# Inverting a TiN/AlScN superlattice from its effective permittivities

Two superlattices are grown with the same shutter-time ratio, so they share the TiN volume fraction $f$. We want $f$, the complex $\varepsilon_m$ of TiN and the $\varepsilon_d$ of AlScN at $\lambda=680$ nm. Conventions: time factor $e^{-i\omega t}$ (loss is $\varepsilon''>0$), non-magnetic isotropic layers normal to $z$, $k_0=2\pi/\lambda$, $u=k_x^2/k_0^2$, $g=1-f$.

## Data

The values are made for this exercise. The apparent permittivities describe the TM Bloch wavevector $K$ along $z$ through $K^2/k_0^2=\varepsilon_o(1-u/\varepsilon_e)$ to first order in $u$. Periods are taken as exact.

| Sample | $\Lambda$ (nm) | $\varepsilon_o$ | $\varepsilon_e$ |
|---|---|---|---|
| A | 10 | $-1.69+1.45i$ | $28.4+19.1i$ |
| B | 40 | $-1.55+1.40i$ | $31.6+29.8i$ |

The standard uncertainty of each real and imaginary part, all independent, is 0.01 for $\varepsilon_o$ and 0.5 for $\varepsilon_e$.

## Model

With $q_j=k_0\sqrt{\varepsilon_j-u}$, the transfer matrix of one period gives

$$\cos K\Lambda=\cos(q_mf\Lambda)\cos(q_dg\Lambda)-\frac12\left(\frac{\varepsilon_dq_m}{\varepsilon_mq_d}+\frac{\varepsilon_mq_d}{\varepsilon_dq_m}\right)\sin(q_mf\Lambda)\sin(q_dg\Lambda).$$

Expand both sides in $\Lambda$ and match the $\Lambda^2$ and $\Lambda^4$ terms:

$$\frac{K^2}{k_0^2}=\varepsilon_\parallel\left(1-\frac{u}{\varepsilon_\perp}\right)+\rho\,(1-us)^2,\qquad \rho=\frac{\pi^2}{3}f^2g^2(\varepsilon_m-\varepsilon_d)^2\frac{\Lambda^2}{\lambda^2},$$

$$\varepsilon_\parallel=f\varepsilon_m+g\varepsilon_d,\qquad \frac1{\varepsilon_\perp}=\frac f{\varepsilon_m}+\frac g{\varepsilon_d},\qquad s=\frac1{\varepsilon_m}+\frac1{\varepsilon_d}.$$

The first term, with $K=k_z$, is the uniaxial law $k_x^2/\varepsilon_\perp+k_z^2/\varepsilon_\parallel=k_0^2$, and $\rho$ is the Rytov correction. Reading off powers of $u$ gives $\varepsilon_o=\varepsilon_\parallel+\rho$ and $\varepsilon_o/\varepsilon_e=\varepsilon_\parallel/\varepsilon_\perp+2\rho s$. Both are linear in $\Lambda^2$, while $\varepsilon_e$ itself is not.

## Inversion

Intermediate values are carried unrounded.

**Extrapolate.** Since $\Lambda_B^2=16\Lambda_A^2$, a quantity linear in $\Lambda^2$ has the intercept $(16X_A-X_B)/15$. The ratios $\varepsilon_o/\varepsilon_e$ are $-0.0173+0.0627i$ (A) and $-0.0038+0.0479i$ (B). Hence

$$P\equiv\varepsilon_\parallel=-1.699+1.453i,\qquad T\equiv P/N=-0.0182+0.0637i,\qquad N\equiv\varepsilon_\perp=28.1+18.6i.$$

**Eliminate $\varepsilon_m$.** Multiplying $f\varepsilon_m=P-g\varepsilon_d$ by $f/\varepsilon_m=1/N-g/\varepsilon_d$ puts $(1-g)^2$ on the left. The $g^2$ terms cancel:

$$g=\frac{T-1}{P/\varepsilon_d+\varepsilon_d/N-2}.$$

**Close the system.** $P$ and $N$ hold four real numbers, and there are five unknowns if $\varepsilon_d$ is complex. We assume AlScN is transparent in the red, so $\varepsilon_d$ is real. Requiring $g$ to be real then gives

$$(P''-N'')\,\varepsilon_d^2-2\,\mathrm{Im}(PN^*)\,\varepsilon_d+|N|^2P''-|P|^2N''=0,$$

that is $17.17\,\varepsilon_d^2+145.1\,\varepsilon_d-1562=0$. Each root fixes $g$, and then $\varepsilon_m=(P-g\varepsilon_d)/f$.

| Root | $\varepsilon_d$ | $f$ | $\varepsilon_m$ | predicted $\rho_B-\rho_A$ |
|---|---|---|---|---|
| 1 | 6.21 | 0.520 | $-9.00+2.80i$ | $0.149-0.057i$ |
| 2 | $-14.7$ | 0.547 | $9.0+2.7i$ | $0.36+0.08i$ |

The last column is $0.01067\,f^2g^2(\varepsilon_m-\varepsilon_d)^2$, the prefactor being $\pi^2(\Lambda_B^2-\Lambda_A^2)/3\lambda^2$.

## Uniqueness

Both roots are passive media with the same $P$ and $N$. Root 2 is a lossless metal paired with a lossy dielectric, which reverses the roles of the two materials. The data also reject it. The parameters were fitted to the intercepts only, so the difference $\varepsilon_{o,B}-\varepsilon_{o,A}=0.14-0.05i$, with uncertainty 0.014 per part, remains as a test. Root 1 passes and root 2 fails.

If both layers were lossless, all three coefficients of the quadratic would vanish and a continuous family would fit $P$ and $N$. The metal's loss is what makes the inversion possible.

## How errors carry through

Linearise $P$ and $1/N$ in the parameters and eliminate $\delta\varepsilon_m$:

$$Y\equiv\delta P+\varepsilon_m^2\,\delta(1/N)=(\varepsilon_d-\varepsilon_m)\left[\frac{g(\varepsilon_d+\varepsilon_m)}{\varepsilon_d^2}\,\delta\varepsilon_d-\frac{\varepsilon_d-\varepsilon_m}{\varepsilon_d}\,\delta f\right].$$

The data errors are isotropic in the complex plane and enter $Y$ with complex coefficients, so $Y$ is isotropic too. Solving the real and imaginary parts for the two real unknowns gives

$$\sigma(\varepsilon_d)=\frac{\varepsilon_d\,\sigma_Y}{2g\varepsilon_m''},\qquad \sigma(f)=\frac{|\varepsilon_d+\varepsilon_m|}{|\varepsilon_d-\varepsilon_m|}\,\frac{\sigma_Y}{2\varepsilon_m''}.$$

Summing the four complex data in quadrature gives $\sigma_Y=0.042$ per part, of which $\varepsilon_e$ of sample A alone supplies 0.040. Propagating the same way through $\varepsilon_m=(P-g\varepsilon_d)/f$, with correlations kept:

$$f=0.520\pm0.002,\qquad \varepsilon_d=6.21\pm0.10,\qquad \varepsilon_m=(-9.00\pm0.14)+(2.80\pm0.02)\,i.$$

The TiN layers in A are thus 5.20 nm thick. Three systematic effects lie outside these bars.

- **Truncation.** For root 1 the exact Bloch relation moves $\varepsilon_{o,B}$ by 0.005 in modulus beyond $\rho$. This leaves $3\times10^{-4}$ in $P$ and under $10^{-4}$ in $T$, against statistical uncertainties of 0.011 and 0.001.
- **Absorption in AlScN.** A small $\varepsilon_d''$ adds an imaginary $\delta\varepsilon_d$ to the bracket and raises the inferred $\varepsilon_d'$ by $\varepsilon_d''(|\varepsilon_m|^2-\varepsilon_d^2)/2\varepsilon_d\varepsilon_m''=1.45\,\varepsilon_d''$. A value of 0.2 shifts it by 0.29, three times the bar.
- **Thickness dependence.** The extrapolation assumes one $\varepsilon_m$ for both samples. Extra interface scattering in A would imitate a $\Lambda$ dependence, and a third period would test for it.

## Hyperbolic dispersion and the hyperlens

$P'<0<N'$, so with the imaginary parts dropped the isofrequency curve is a hyperbola with real $k_z$ for $k_x>\sqrt{N'}k_0=5.3\,k_0$. The imaginary parts are comparable to the real ones, so use the complex root $k_z/k_0=\sqrt{P-uT}$. It is $0.52+1.40i$ at $k_x=0$ and $0.44+1.35i$ at $k_x=2k_0$.

Roll the stack into a cylindrical shell, so that $k_z\to k_r$ and $k_x\to k_\theta$ locally. Rotational symmetry conserves $k_\theta r$. If $k_r$ hardly depends on $k_\theta$, which holds for $u\ll|N|$, every angular harmonic gains nearly the same radial factor. The angular pattern is then preserved and lengths grow by $r_\text{out}/r_\text{in}$. For radii of 100 nm and 200 nm the magnification is 2, and $k_\theta=2k_0$ at the inner face arrives as $k_0$, the edge of the light cone in air. The price is attenuation: the intensity decay length $1/(2k_z'')$ is 39 nm at $k_x=0$, which gives a factor 0.075 across the shell, before geometric spreading and interface reflection.